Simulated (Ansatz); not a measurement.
# Sn: energy above lowest point and pressure against volume per atom

Equation of state of a cubic crystal from periodic Kohn-Sham density functional theory without spin; pressure corrected for the finite basis. The results are calculated, by Ansatz 0.2.0 development build.

Cell of the first row (space group Fd-3m, No. 227):
```
CELL_PARAMETERS angstrom
0.00000 3.23630 3.23630
3.23630 0.00000 3.23630
3.23630 3.23630 0.00000
ATOMIC_POSITIONS crystal
Sn 0.00000 0.00000 0.00000
Sn 0.25000 0.25000 0.25000
```

Settings of every row: formula Sn; structure type diamond; functional r2SCAN; spin treatment none; k mesh 9x9x9; occupation method fermi-dirac; occupation width 0.1 eV; wave cutoff 700 eV; datasets hard PAW; density cutoff ratio 4; xc grid level 2.

Limits: pseudopotentials made with PBE, not this functional; the SCF threshold is loose for a stress in some rows.

```csv
row,volume per atom (Å³),energy above lowest point (meV/atom),pressure (GPa)
1,33.895,9.01,2.113
2,35,0,0.546
3,36.105,0.87,-0.757
4,37.211,?,?
5,38.316,25.82,-2.738
```

Question: what energy above lowest point and pressure should row 4 give?

Worked fit of energy above lowest point. Take u = (V_r/V)^(2/3) − 1 with V_r = 35.552 Å³ an atom, which is twice the finite (Eulerian) strain; such expansions in the strain, on which the Birch-Murnaghan equation of state is built, carry the rest volume and the bulk modulus. The shown rows have u = 0.03233, 0.01049, -0.01024, -0.04869. Least squares give energy above lowest point = −0.67 − 37.78 × u + 10402.7 × u² meV/atom; a straight line predicts inner rows, each left out in turn, worse (root mean square 11 against 0.16 meV/atom). The rows lie off it by 0.03, -0.08, 0.06, -0.01 (root mean square 0.052 meV/atom). Its lowest point lies at u = 0.0018, or V = 35.46 Å³ an atom, and the curvature there gives the bulk modulus at fixed shape and fractions, B = (4/9)(1 + u)² E″(u)/V = 41.9 GPa. The withheld row has u = -0.02995, so the fit gives −0.67 − 37.78 × (-0.02995) + 10402.7 × (-0.02995)² = 9.79 meV/atom.

The calculation gave 9.93 meV/atom. The fit lies 0.14 meV/atom (1.4 % of the value, 0.54 % of the column's range) below it; its largest miss of a shown row is 0.08 meV/atom.

Worked fit of pressure. Take u = (V_r/V)^(2/3) − 1 with V_r = 35.552 Å³ an atom, which is twice the finite (Eulerian) strain; such expansions in the strain, on which the Birch-Murnaghan equation of state is built, carry the rest volume and the bulk modulus. The shown rows have u = 0.03233, 0.01049, -0.01024, -0.04869. Least squares give pressure = −0.1343 + 63.087 × u + 197.59 × u² GPa; a straight line predicts inner rows, each left out in turn, worse (root mean square 0.2 against 0.0066 GPa). The rows lie off it by 0.001, -0.003, 0.003, 0.000. The pressure vanishes at u = 0.0021, or V = 35.44 Å³ an atom, and there the bulk modulus at fixed shape and fractions is B = −V dP/dV = (2/3)(1 + u) dP/du = 42.7 GPa. The withheld row has u = -0.02995, so the fit gives −0.1343 + 63.087 × (-0.02995) + 197.59 × (-0.02995)² = -1.847 GPa.

The calculation gave -1.84 GPa. The fit lies 0.007 GPa (0.14 % of the column's range) below it; its largest miss of a shown row is 0.003 GPa.
